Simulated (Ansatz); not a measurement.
# Group exchange: C2H9NSi + Ge(SH)2 → SiH2(CH3)(NH2) + CH4GeS2

Species: C2H9NSi `CC[SiH2]N`, singlet; Ge(SH)2, singlet; SiH2(CH3)(NH2), singlet; CH4GeS2 `C[S][Ge][SH]`, singlet. The partners trade CH3 for H: C–CH3 and S–H bonds give way to C–H and S–CH3.

Shapes, held fixed at every level: PBE0-D4/def2-TZVP. Flexible molecules stand in one conformer, not always the lowest. Programs: Ansatz 0.2.0. Electronic energies: no zero-point or thermal term.

| level | kind | ΔE (kJ/mol) | less CCSD(T)/def2-TZVPP | CPU time (sum over the molecules) |
| --- | --- | --- | --- | --- |
| PBE-D4/def2-TZVPP | GGA | -3.2 | -5.3 | 23 s |
| r2SCAN-D4/def2-TZVPP | meta-GGA | -2.8 | -4.9 | 42 s |
| B3LYP-D4/def2-TZVPP | global hybrid | -1.3 | -3.4 | 42 s |
| wB97M-V/def2-TZVPP | range-separated hybrid | +1.3 | -0.8 | 96 s |
| B2PLYP/def2-TZVPP | double hybrid | -1.3 | -3.4 | 46 s |
| MP2/def2-TZVPP | perturbation theory | -1.3 | -3.4 | – |
| CCSD/def2-TZVPP | coupled cluster or CI | +4.3 | +2.2 | – |
| CCSD(T)/def2-TZVPP | coupled cluster or CI | +2.1 | 0.0 | 7.6 min |

The highest level, CCSD(T)/def2-TZVPP, gives ΔE = +2.1 kJ/mol; the levels span -3.2 to +4.3. That is about zero within the method's error. They disagree on the sign: 3 of 8 are positive. The column of differences is taken from that level and isn't an error. No measured value is set beside it here. Relativity is left out for Ge. Outer-core shells of Ge are correlated in most correlated rows, in sets that cover them unevenly. Times are processor times on shared x86 and Arm servers, and rough.

The exchange is essentially thermoneutral, and the calculations do not establish which side lies lower in energy. The near-balance follows from the bonds involved: a strong C–H bond is gained in place of C–C, but S–H is replaced by a comparatively weak S–C bond, so the two changes largely offset each other. Both Ge–S links persist, as does the divalent germanium centre with its lone pair and its formally empty p orbital, which accepts π density from sulfur. Germanium and silicon therefore act mostly as spectators, and their substituent effects probably cancel in large part.

With so small a balance, modest differences in how the methods describe correlation in the exchanged bonds are enough to reverse the sign. The triples correction lowers ΔE from +4.3 to +2.1 kJ/mol, favouring the products slightly, whereas MP2 falls on the other side of zero. The close energies do not imply easy exchange, since breaking the C–C and S–H bonds could still demand a large barrier.
